The quantity is the error of a total energy: the energy at a given level less that of full configuration interaction (FCI) in the same orbital basis. FCI distributes the seven valence electrons over the available orbitals in every allowed way, so it is exact within that basis and with frozen cores. A positive error means an energy that is too high. The system is an aluminium and a silicon atom 8.19 Å apart in a quartet state, far beyond any bond length.

Total-energy errors against FCI for neutral AlSi (quartet, atoms 8.19 Å apart), computed with AFQMC afq 1 (own program) and Ansatz 0.2.0. All levels use the cc-pVDZ basis, an ROHF determinant and frozen cores, without relativistic terms. The prefix ph- marks phaseless AFQMC, with the trial wave function after the slash.

```
         level  this level less the reference (FCI, same basis) (meV)  statistical noise, one standard error (meV)
            HF                                                 3282.0                                        0.000
           MP2                                                 1047.8                                        0.000
          CCSD                                                   76.1                                        0.000
       CCSD(T)                                                   24.2                                        0.000
         CCSDT                                                    2.2                                        0.000
      CCSDT(Q)                                                    1.2                                        0.000
        CCSDTQ                                                    0.4                                        0.000
   ph-AFQMC/HF                                                  181.6                                       14.400
 ph-AFQMC/CISD                                                   14.8                                        2.800
released AFQMC                                                   -2.2                                        4.900
```

The Hartree–Fock (HF) error of 3282 meV looks like the well-known failure of a single determinant when a bond is pulled apart, but its origin is different. In the quartet the three open-shell electrons have parallel spins, and one determinant can describe a doublet aluminium atom beside a triplet silicon atom. The low-spin doublet of the same pair would be a harder case, because its open-shell spins must be coupled across the gap and one spin-pure determinant is no longer enough. What HF lacks here is the correlation of the valence electrons, which at this distance sits almost wholly inside the two atoms.

Within each atom the 3p shell lies close above the filled 3s shell. Exciting the 3s pair into empty 3p orbitals therefore costs little energy, and such configurations mix strongly into the wave function. This is standard atomic physics rather than something the energies alone prove. It suggests why second-order perturbation theory (MP2), which treats each pair excitation only to lowest order, recovers just 68 percent of the correlation energy. Coupled cluster with single and double excitations (CCSD) lets these excitations act on one another and gains a further 972 meV.

CCSD still errs by 76 meV, against the 43 meV that make up 1 kcal/mol, the usual mark of chemical accuracy. Triple excitations close most of this gap. Their perturbative estimate in CCSD(T) brings the error down to 24 meV, inside the mark, and their full treatment in CCSDT to about 2 meV. The estimate catches only 70 percent of the full triples step, plausibly because it evaluates the triples once, from the CCSD amplitudes, and does not let them act back on the doubles or on each other.

The rapid end of this ladder follows from counting electrons. A connected excitation of rank n describes n electrons that correlate jointly, and in separated atoms such a group must sit on one atom. Aluminium has three valence electrons and silicon four, so no group is larger than four, and CCSDTQ, which includes quadruple excitations, would be exact if the atoms did not interact at all. By the same argument two distant aluminium atoms with parallel open-shell spins would need nothing beyond CCSDT.

The count says where the ladder ends but not how fast the steps shrink. The simplest assumption is that each further rank reduces the step by the same factor. The doubles step from HF to CCSD is 3206 meV and the triples step from CCSD to CCSDT is 73.9 meV, which gives for the quadruples

73.9 meV × (73.9 / 3206) ≈ 1.7 meV.

The table has 1.8 meV between CCSDT and CCSDTQ, a value that was not used in the estimate.

This agreement is no proof of a law, since only one step was available to test it. A variant that keeps the ratio constant for each group of electrons on one atom, with nine pairs, five triples and one quadruple, predicts only 0.6 meV. The constant ratio of whole steps is therefore only a rough guess at the size of the next correction, and its close hit here may be partly luck. The printed output after this text contains both estimates. By the count above, the 0.4 meV that CCSDTQ still lacks can come only from the weak interaction of the atoms or from numerical convergence. Part of the 1.8 meV may have the same source, since the open 3p shells of the two atoms can point in several directions at almost the same energy, and a weak interaction can mix these arrangements.

Two common diagnostics would have urged more caution than coupled cluster needs here. The T1 diagnostic, which measures the size of the single excitations, is 0.024, slightly above the customary warning line of roughly 0.02. The HF determinant has a weight of 0.875 in the wave function with single and double excitations, so an eighth of that wave function lies elsewhere. Yet CCSDT is nearly exact, because the cluster expansion needs the determinant only as a starting point and builds the other configurations itself.

The weight also depends on the size of the system. For independent atoms the wave function is a product, and so is the weight of its leading determinant. If both atoms share the loss equally, each has a weight of about 0.94, and ten such atoms together would have only 0.51. The coupled-cluster error per atom would not change, since the exponential form of the expansion respects the product. A low weight in a large system is therefore not by itself a reason to reject coupled cluster.

Phaseless auxiliary-field quantum Monte Carlo (ph-AFQMC) puts a heavier demand on the approximate wave function. It samples the ground state by a random walk through determinants and uses a trial wave function to keep the phases of the walkers under control. With an exact trial this constraint would do no harm; with an approximate one it shifts the energy. The single HF determinant, a good start for coupled cluster, contains none of the configurations with 3s electrons moved into 3p, and so it is a poor guide for the walk.

The results fit this picture. With the HF trial the error is 182 ± 14 meV, worse than CCSD, whereas with a trial that includes single and double excitations (CISD) it is 15 ± 3 meV, somewhat better than CCSD(T). The two runs also differ in block length and equilibration, and the HF-trial energy was still drifting by 2.6 of its standard errors. The size of the gap should therefore not be read as a pure effect of the trial. Neither run has a reblocking analysis, which would test for correlation between successive blocks, so both quoted noises are themselves uncertain.

The statistical noise must not be mistaken for the accuracy of the method. Reducing the noise of the CISD-trial run to 1 meV would take about eight times as many independent samples, but the shift caused by the constraint would remain. Letting the constraint go removes that shift in principle, at the price of noise that grows as the walk continues. The released result, −2 ± 5 meV, agrees with FCI. At the preceding release time the energy was still 5.0 ± 1.3 meV too high, so the walk had not visibly settled, and the result confirms FCI to several meV but not to one.

The cost of the coupled-cluster ladder rises much faster than the energy it recovers. Without use of spatial symmetry, this small molecule has about 7400 double excitations, 143000 triples and 1.2 million quadruples. On the same count FCI has 21 million determinants, which symmetry reduces further and which is still manageable, so for seven electrons it is a sensible reference and leaves CCSDTQ little to do. That changes quickly with size, because the number of determinants grows exponentially with the system.

For larger systems the usual scaling laws give a rough guide. When the number of electrons and orbitals doubles, the work grows by a factor of about 128 for CCSD(T), 256 for CCSDT and 1024 for CCSDTQ. Each step of ph-AFQMC grows more gently with a simple trial, but every halving of the noise costs four times the samples. A better trial makes each sample dearer, and here that expense is well spent, since more samples with the HF trial would not remove the shift caused by its constraint.

For total energies within 1 kcal/mol of FCI in the same basis, CCSD(T) is the economical choice for this state. Phaseless AFQMC with the CISD trial is a useful check, though not a fully independent one, since its trial was built from CCSD amplitudes. A target of a few meV calls for CCSDT. These errors belong to one geometry: in a binding energy part of them may cancel against those of the bonded molecule, which a single distance does not test. The small basis matters more than the last steps of the ladder, since its own error in the correlation energy is typically some tenths of an eV. A practical route is therefore CCSD(T) in a large basis plus the difference between CCSDT and CCSD(T) from a small one, here a lowering of 22 meV.

Aluminium serves silicon devices as a contact metal and as an acceptor dopant. For such work these energies show how well each method treats the correlation within the two atoms, but they do not test the Al–Si bond and do not describe a contact or a doped crystal.

Numerical output:

```
Errors against two yardsticks:
             row  correlation energy recovered in percent  error in kcal/mol
              HF                                        0              75.68
             MP2                                    68.07              24.16
            CCSD                                    97.68              1.755
         CCSD(T)                                    99.26             0.5581
           CCSDT                                    99.93            0.05073
        CCSDT(Q)                                    99.96            0.02767
          CCSDTQ                                    99.99           0.009224
     ph-AFQMC/HF                                    94.47              4.188
   ph-AFQMC/CISD                                    99.55             0.3413
  released AFQMC                                    100.1           -0.05073
One kcal/mol in meV: 43.36
Gain from MP2 to CCSD in meV: 971.7
Step from HF to CCSD in meV: 3206
Step from CCSD to CCSDT in meV: 73.9
Step from CCSDT to CCSDTQ in meV: 1.8
Share of the full triples step caught by perturbative triples in percent: 70.23
Quadruples step predicted by a constant ratio of steps in meV: 1.703
Quadruples step predicted by a constant ratio per electron group in meV: 0.6133
Determinant weight per atom if both atoms share it equally: 0.9355
Determinant weight for ten such separate atoms: 0.5133
Number of double excitations without spatial symmetry: 7416
Number of triple excitations without spatial symmetry: 143080
Number of quadruple excitations without spatial symmetry: 1247925
Number of FCI determinants without spatial symmetry: 21378500
Growth of work when the molecule doubles with CCSD(T) as a factor: 128
Growth of work when the molecule doubles with CCSDT as a factor: 256
Growth of work when the molecule doubles with CCSDTQ as a factor: 1024
Phaseless AFQMC error with HF trial less that with CISD trial in meV: 166.8
The same difference in combined standard errors: 11.37
Phaseless AFQMC error with CISD trial in its standard errors: 5.286
Factor in samples to bring the CISD trial noise to 1 meV: 7.84
Error at the last but one release in meV: 5
The same error in its standard errors of 1.3 meV: 3.838
```
